# Symmetry blocking of the secular problem

## 1. Premises and conventions

The problem is $Hc=\varepsilon Sc$, with $H_{pq}=\langle\phi_p|\hat H|\phi_q\rangle$ and $S_{pq}=\langle\phi_p|\phi_q\rangle$, $p,q=1\dots n$, $H$ Hermitian, $S$ positive definite.

- **P1.** $G$ is a finite group of order $g$ of unitary operators $\hat R$ with $[\hat R,\hat H]=0$.
- **P2.** The basis is closed under $G$: $\hat R\phi_q=\sum_p\phi_pD_{pq}(R)$, so $D(R)D(T)=D(RT)$. Its character is $\chi(R)=\operatorname{tr}D(R)$.
- **P3.** $D(R)$ is unitary. For atom-centred real harmonics it is real orthogonal: a permutation of atoms times a rotation within each shell.
- **P4.** A dense solver for all eigenpairs costs $\gamma n^3$ at leading order.

Irreps $\Gamma$ are over $\mathbb C$, with one fixed unitary matrix set $D^\Gamma(R)$ of dimension $d_\Gamma$ and character $\chi_\Gamma$.

**Commutation.** By P1 and P2, $H_{pq}=\langle\hat R\phi_p|\hat H|\hat R\phi_q\rangle=(D^\dagger HD)_{pq}$, and likewise for $S$. By P3,
$$D(R)H=HD(R),\qquad D(R)S=SD(R).$$
P3 costs no generality. With $A=\sum_RD(R)^\dagger D(R)$ one has $D^\dagger AD=A$, so $D'=A^{1/2}DA^{-1/2}$ is unitary, and $H'=A^{-1/2}HA^{-1/2}$ obeys $D'^\dagger H'D'=H'$.

## 2. Reduction and Schur's lemma

**Reduction.** If $W\subset\mathbb C^n$ is invariant, so is $W^\perp$: for $v\perp W$ and $w\in W$, $w^\dagger D(R)v=(D(R^{-1})w)^\dagger v=0$. Splitting until every piece is irreducible, and choosing in each piece the basis that gives the fixed $D^\Gamma$, yields a unitary $U$ with columns $u_{\Gamma ai}$ (copy $a=1\dots m_\Gamma$, row $i=1\dots d_\Gamma$):
$$U^\dagger D(R)U=\bigoplus_\Gamma 1_{m_\Gamma}\otimes D^\Gamma(R),\qquad\sum_\Gamma m_\Gamma d_\Gamma=n .$$

**Lemma.** Let $D^\Gamma(R)M=MD^\Lambda(R)$ for all $R$.

(a) $\ker M$ is invariant under $D^\Lambda$ and the range of $M$ under $D^\Gamma$. Irreducibility leaves $M=0$ or $M$ invertible, and the latter makes the irreps equivalent. So $M=0$ for $\Gamma\ne\Lambda$.

(b) For $\Gamma=\Lambda$, $M$ has an eigenvalue $\lambda\in\mathbb C$. Then $M-\lambda1$ obeys the same relation and is singular, hence zero by (a): $M=\lambda1$. This step needs the complex field.

**Blocks.** $U^\dagger HU$ commutes with $U^\dagger DU$. Its $d_\Gamma\times d_\Lambda$ sub-block $M$ between copies $(\Gamma,a)$ and $(\Lambda,b)$ therefore obeys the relation of the lemma, and
$$u_{\Gamma ai}^\dagger Hu_{\Lambda bj}=\delta_{\Gamma\Lambda}\delta_{ij}h^\Gamma_{ab},\qquad u_{\Gamma ai}^\dagger Su_{\Lambda bj}=\delta_{\Gamma\Lambda}\delta_{ij}s^\Gamma_{ab}.$$
The matrices $h^\Gamma,s^\Gamma$ do not depend on $i$. With columns sorted by $(\Gamma,i)$, each irrep gives $d_\Gamma$ identical $m_\Gamma\times m_\Gamma$ blocks. Each $s^\Gamma$ is a principal submatrix of $U^\dagger SU$, hence positive definite. Since $|\det U|=1$,
$$\det(H-\varepsilon S)=\prod_\Gamma\big[\det(h^\Gamma-\varepsilon s^\Gamma)\big]^{d_\Gamma}.$$
One solution $h^\Gamma y=\varepsilon s^\Gamma y$ gives the $d_\Gamma$ degenerate eigenvectors $c_i=\sum_au_{\Gamma ai}y_a$.

## 3. Block size

**Orthogonality.** Put $M=\sum_RD^\Gamma(R)\,e_je_l^T\,D^\Lambda(R^{-1})$. Relabelling $R\to TR$ gives $D^\Gamma(T)M=MD^\Lambda(T)$, so $M=\delta_{\Gamma\Lambda}\lambda1$. For $\Gamma=\Lambda$ the trace is $g\delta_{jl}=\lambda d_\Gamma$. Element $(i,k)$, with $D^\Lambda_{lk}(R^{-1})=D^\Lambda_{kl}(R)^*$, reads
$$\sum_RD^\Gamma_{ij}(R)D^\Lambda_{kl}(R)^*=\frac g{d_\Gamma}\delta_{\Gamma\Lambda}\delta_{ik}\delta_{jl}.$$
Setting $j=i$, $l=k$ and summing gives $\sum_R\chi_\Lambda^*\chi_\Gamma=g\delta_{\Gamma\Lambda}$. The trace of the reduced form is $\chi=\sum_\Gamma m_\Gamma\chi_\Gamma$, so
$$\boxed{m_\Gamma=\frac1g\sum_{R\in G}\chi_\Gamma(R)^*\chi(R)}$$

**Building $U$.** Define $P^\Gamma_{ij}=(d_\Gamma/g)\sum_RD^\Gamma_{ij}(R)^*D(R)$. Inserting the reduced form and the orthogonality relation gives $P^\Gamma_{ij}=\sum_au_{\Gamma ai}u_{\Gamma aj}^\dagger$. Thus $P^\Gamma_{11}$ is a projector of rank $m_\Gamma$. Any orthonormal basis of its range serves as $u_{\Gamma a1}$, and $u_{\Gamma ai}=P^\Gamma_{i1}u_{\Gamma a1}$. Partners must be made this way: independent bases for the ranges of the $P^\Gamma_{ii}$ give blocks that are only unitarily equivalent. The character projector $\sum_iP^\Gamma_{ii}$ alone gives one block of size $d_\Gamma m_\Gamma$.

## 4. Large bases

**Regular representation.** Let $G$ permute its own $g$ elements. Only $E$ has fixed points, so $\chi(E)=g$ and $\chi=0$ otherwise. The boxed formula gives $m_\Gamma=d_\Gamma$, and the dimension count gives $\sum_\Gamma d_\Gamma^2=g$.

**General basis.** Separate the identity term, with $\chi(E)=n$ and $\chi_\Gamma(E)=d_\Gamma$:
$$m_\Gamma=\frac{d_\Gamma n}g(1+\delta_\Gamma),\qquad\delta_\Gamma=\frac1{d_\Gamma n}\sum_{R\ne E}\chi_\Gamma^*\chi,\qquad|\delta_\Gamma|\le\eta\equiv\frac1n\sum_{R\ne E}|\chi(R)|,$$
because $|\chi_\Gamma|\le d_\Gamma$ for a unitary matrix. The limit $m_\Gamma\to d_\Gamma n/g$ needs $\eta\to0$; large $n$ alone does not suffice.

In an atom-centred basis only atoms left in place by $R$ contribute to $\chi(R)$. A shell $l$ on such an atom gives $\chi_l(\theta)=1+2\sum_{\mu=1}^l\cos\mu\theta$ for a rotation by $\theta$ and $(-1)^l\chi_l(\theta)$ for inversion times that rotation. A mirror is inversion times $C_2$, and $\chi_l(\pi)=(-1)^l$, so it gives $+1$. Consequences:

- No atom on any symmetry element: $\eta=0$ and $m_\Gamma=d_\Gamma n/g$ exactly, at any $n$.
- Compact cluster of size $L$ in a fixed basis: $n\propto L^3$, atoms on planes at most $\propto L^2$, so $\eta=O(n^{-1/3})$.
- Planar molecule growing in a fixed basis: every atom lies in $\sigma_h$, and $\chi(\sigma_h)/n$ stays finite. In a $\pi$ space $D(\sigma_h)=-1$, so $\sigma_h$ splits nothing and must be left out of $G$ when $g$ is counted.

## 5. Saving

One block per irrep is solved. By P4 the saving is
$$\Phi=\frac{n^3}{\sum_\Gamma m_\Gamma^3}=\frac{g^3}{\sum_\Gamma d_\Gamma^3(1+\delta_\Gamma)^3}\ \xrightarrow{\eta\to0}\ \boxed{\Phi_\infty=\frac{g^3}{\sum_\Gamma d_\Gamma^3}}$$
and for $\eta<1$, $(1+\eta)^{-3}\le\Phi/\Phi_\infty\le(1-\eta)^{-3}$.

**Abelian groups.** All $D^\Gamma(R)$ commute with each other, so by (b) all are scalars, and irreducibility forces $d_\Gamma=1$. Then $\sum d^2=g$ gives $g$ irreps and $\Phi_\infty=g^2$. The dimension count gives $\sum_\Gamma\delta_\Gamma=0$, so $\Phi=g^3/(g+3\sum\delta^2+\sum\delta^3)$. As $\delta\ge-1$ implies $3\delta^2+\delta^3\ge0$, $g^2$ is an upper bound at every $n$ and is approached to second order in $\delta$.

**Any group.** From $d^2\le d^3\le d_{\max}d^2$ follows $g^2/d_{\max}\le\Phi_\infty\le g^2$. Solving all identical copies gives $g^3/\sum d^4$. Character projectors alone, with blocks $d^2n/g$, give $g^3/\sum d^6$. For $C_{6v}$ ($g=12$, $d=1,1,1,1,2,2$) the three values are $1728/20=86.4$, $1728/36=48$ and $1728/132=13.1$.

**Number field.** The boxed saving assumes the same $\gamma$ for the blocks and the full problem. Let $H,S,D$ be real. A real irrep has real projectors and real blocks. For a complex irrep, $u_{\Gamma ai}^*$ transforms as $\Gamma^*$, so $h^{\Gamma^*}=(h^\Gamma)^*$ and $s^{\Gamma^*}=(s^\Gamma)^*$: one member of each pair suffices, but it is complex Hermitian at $\kappa$ times the cost. Irreps of ordinary point groups are of these two kinds, so
$$\Phi_{\mathbb R}=\frac{n^3}{\sum_{\rm real}m^3+\kappa\sum_{\rm pairs}m^3}.$$
A complex multiply-add takes 8 real flops against 2, so $\kappa\le4$. Typical leading flop counts, in units of $n^3$, are: Cholesky factorisation $1/3$, reduction to standard form $1$, Householder tridiagonalisation $4/3$, tridiagonal eigenvectors by divide and conquer up to $4/3$, back-transformation $2$, triangular solve $1$. Their sum is $\gamma=7$. The tridiagonal matrix is real in both cases, so the complex sum is $4\cdot\frac{17}3+\frac43=24$ and $\kappa=24/7=3.43$. Staying in real arithmetic merges each pair into one block of size $2m$, which amounts to $\kappa=8$. For $C_g$ with even $g$ and $\eta=0$ there are two real irreps and $(g-2)/2$ pairs: $\Phi_{\mathbb R}=g^3/[2+\kappa(g-2)/2]$.

**Neglected terms.** (i) A Householder step on a $k\times k$ trailing block costs $2k^2$ for the matrix-vector product and $2k^2$ for the symmetric rank-2 update, and $\sum_{k=1}^{n-1}4k^2=\frac43n^3(1-\frac1n)(1-\frac1{2n})$. Relative corrections to P4 are thus $O(1/m)$ for the blocks. (ii) Forming the blocks and expanding the eigenvectors costs $O(n^2)$ (section 6), against $\gamma n^3/\Phi$; the relative size is of order $\Phi/(\gamma n)$.

## 6. The group $C_6$

No atom of benzene lies on the sixfold axis. Choose $n_0=n/6$ functions $\phi_{p,0}$ on one CH unit and set $\phi_{p,r}=\hat C_6^r\phi_{p,0}$, $r$ modulo 6. Then $\chi(C_6^r)=n\delta_{r0}$ and $m_k=n_0$ for all six irreps. With $\omega=e^{2\pi i/6}$ and $\chi_k(C_6^r)=\omega^{-kr}$, the projector gives
$$u_{k,p}=\frac1{\sqrt6}\sum_{r=0}^5\omega^{kr}\phi_{p,r},\qquad\hat C_6u_{k,p}=\omega^{-k}u_{k,p}.$$
Labels: $k=0$ is $A$, $k=3$ is $B$, $k=\pm1$ and $\pm2$ are the pairs $E_1$ and $E_2$. Invariance gives $\langle\phi_{p,r'}|\hat H|\phi_{q,r}\rangle=H^{(r-r')}_{pq}$. The double sum over $r,r'$ collapses to six equal copies of a single sum:
$$h^{(k)}_{pq}=\sum_{r=0}^5\omega^{kr}H^{(r)}_{pq},\qquad s^{(k)}_{pq}=\sum_{r=0}^5\omega^{kr}S^{(r)}_{pq}.$$
Only $n^2/6$ elements of $H$ are needed, and all six blocks take $6\cdot n_0^2\cdot6=n^2$ terms.

**Adding a vertical mirror.** In a regular hexagon the plane $\sigma$ through CH unit 0 is also a symmetry. Take $\hat\sigma\phi_{p,0}=\pi_p\phi_{p,0}$, $\pi_p=\pm1$. Since $\sigma C_6\sigma=C_6^{-1}$, $\hat\sigma\phi_{p,r}=\pi_p\phi_{p,-r}$ and $H^{(-r)}_{pq}=\pi_p\pi_qH^{(r)}_{pq}$. So $h^{(k)}_{pq}=\sum_r\cos(\pi kr/3)H^{(r)}_{pq}$ for equal parities and $i\sum_r\sin(\pi kr/3)H^{(r)}_{pq}$ for opposite ones. Multiplying the odd functions by $i$ makes every block real. For $k=0,3$ the sines vanish and the block splits into even and odd parts. This is the $C_{6v}$ blocking.

## 7. Range of validity

- The result is exact linear algebra under P1 to P3; the saving holds within P4.
- In SCF work $H$ is $F[P]$, with $F[DPD^\dagger]=DF[P]D^\dagger$. If all rows $i$ of a level are equally occupied, $P=U(\bigoplus p^\Gamma\otimes1_{d_\Gamma})U^\dagger$ commutes with $D$, so the next $F$ does too. A partly filled degenerate level with unequal occupations breaks P1. Conversely, blocked iterations cannot reach a broken-symmetry solution of lower energy.
- Geometry and integration grids must be symmetric to the working tolerance. Otherwise the discarded off-block elements are nonzero; they shift isolated levels in second order and can split degenerate ones in first order.
- The pairing of $\Gamma$ with $\Gamma^*$ needs real $H$; a magnetic field removes it. With spin-orbit coupling, sections 2 to 4 hold for the double group, but the field count must be redone.
- $\Phi$ concerns the dense eigensolver only. Iterative solvers for few roots and the Fock build scale differently. Flop ratios are not time ratios, since small blocks tend to run at a lower flop rate.
- Degeneracies beyond $d_\Gamma$ and the conjugate pairs are not predicted.

## 8. Numerical illustration: benzene $\pi$ system

**Minimal basis.** Six Slater $2p_z$ functions, $n=6$, $m_k=1$. Assumed typical extended Hückel inputs: regular hexagon with side $1.40$ Å, exponent $\zeta=1.625\,a_0^{-1}$, diagonal $\alpha=-11.4$ eV, and $H_{pq}=K\alpha S_{pq}$ off the diagonal with $K=1.75$. For parallel orbitals at distance $\rho$, with $x=\zeta\rho$, norm $\zeta^5/\pi$ and spheroidal coordinates $\xi,\nu$,
$$S=\frac{x^5}{32}\int_1^\infty\!d\xi\int_{-1}^1\!d\nu\,(\xi^2-1)(1-\nu^2)(\xi^2-\nu^2)e^{-x\xi}=e^{-x}\Big(1+x+\frac{2x^2}5+\frac{x^3}{15}\Big).$$
The ortho, meta and para distances are $1$, $\sqrt3$ and $2$ sides: $x=4.299,\ 7.446,\ 8.598$ and $S_1=0.2443$, $S_2=0.0339$, $S_3=0.0150$. With these rounded overlaps,
$$\sigma_k=2S_1\cos\frac{\pi k}3+2S_2\cos\frac{2\pi k}3+(-1)^kS_3,\qquad\varepsilon_k=\frac{h^{(k)}}{s^{(k)}}=\frac{\alpha(1+K\sigma_k)}{1+\sigma_k}.$$

| $k$ | $C_6$ | $D_{6h}$ | $s^{(k)}$ | $h^{(k)}$/eV | $\varepsilon_k$/eV |
|---|---|---|---|---|---|
| 0 | $A$ | $a_{2u}$ | 1.5714 | −22.80 | −14.51 |
| ±1 | $E_1$ | $e_{1g}$ | 1.1954 | −15.30 | −12.80 |
| ±2 | $E_2$ | $e_{2u}$ | 0.7368 | −6.15 | −8.35 |
| 3 | $B$ | $b_{2g}$ | 0.5642 | −2.71 | −4.80 |

($C_2'$ passes through atoms.) The $6\times6$ generalised problem reduces to four divisions. The energies are the model's: its highest occupied level at $-12.80$ eV lies about $3.6$ eV too deep against a typical first ionisation energy of about $9.2$ eV.

**Larger basis.** Assumed contraction, that of cc-pVTZ with spherical shells: C $4s3p2d1f$ (30 functions), H $3s2p1d$ (14), in all $264$. The $\pi$ projector is $(1-\sigma_h)/2$. A shell holds $\frac12[(2l+1)-1]=l$ functions of $\pi$ type, so C gives 10, H gives 4, $n=84$ and $m_k=14$. For a vertical mirror through the atom, $\sigma_h\sigma$ is a $C_2$, and the $\pi$ character per shell is $\frac12[1-(-1)^l]$: 4 for C and 2 for H. Each of the three planes through atoms holds two C and two H, so $\chi=12$; all other non-identity elements of $C_{6v}$ have $\chi=0$. Hence $\eta=36/84=0.43$, the one-dimensional irreps have $m=(84\pm36)/12=10,4,10,4$, and both $E$ irreps have $m=14$. The subgroup $C_{2v}$ contains one such plane: $m=(84\pm12)/4=24,24,18,18$. The reference is $84^3=592704$.

| scheme | blocks solved | weighted $\sum m^3$ | saving |
|---|---|---|---|
| $C_6$, field ignored | $6\times14$ | 16464 | 36 |
| $C_6$, real arithmetic | 14, 14, 28, 28 | 49392 | 12 |
| $C_6$, complex, $\kappa=4$ | 14, 14, two complex 14 | 27440 | 22 |
| $C_6$, complex, $\kappa=24/7$ | same | 24304 | 24 |
| $C_6$, made real by $\sigma$ | $4\times14$ | 10976 | 54 |
| $C_{6v}$ | 10, 4, 10, 4, 14, 14 | 7616 | 78 |
| $C_{2v}$ | 24, 24, 18, 18 | 39312 | 15 |

The limits are $36$, $86.4$ and $16$ for $C_6$, $C_{6v}$ and $C_{2v}$. In $C_6$ the block sizes are at the limit exactly; against a real solver the number field lowers $g^2=36$ to 24.

Neglected terms at this size. The factor $(1-\frac1n)(1-\frac1{2n})$ is $0.895$ at 14 and $0.982$ at 84, so the savings hold as flop ratios to roughly a tenth. For the complex $C_6$ scheme the full solve costs $7\cdot84^3=4148928$ flops and the blocks $(2\cdot7+2\cdot24)14^3=170128$. Forming $h$ and $s$ for $k=0\dots3$, at 2 flops per real and 4 per complex-times-real term, takes $2\cdot14^2\cdot6\cdot(2+4+4+2)=28224$. Expanding the eigenvectors, at 1 flop per real and 6 per complex product, takes $14^2\cdot6\cdot(1+6+6+1)=16464$. The overhead is $0.26$ of the block cost, and the net saving is 19.

**Atoms on all elements: silane.** Assumed: $T_d$ geometry ($g=24$, $d=1,1,2,3,3$, $\Phi_\infty=13824/64=216$, all irreps real) and cc-pVTZ with Si $5s4p2d1f$ (34 functions), $n=90$. The shell rules, with $S_4$ as inversion times a quarter turn, give $\chi=90,6,2,0,24$ on $E,8C_3,3C_2,6S_4,6\sigma_d$ (Si always fixed; one H on each $C_3$, two on each $\sigma_d$). Then $m=12,0,6,5,17$ for $A_1,A_2,E,T_1,T_2$, $\sum m^3=6982$ and $\Phi=104$. With $\eta=2.2$ the cubic model gives about half the limiting saving.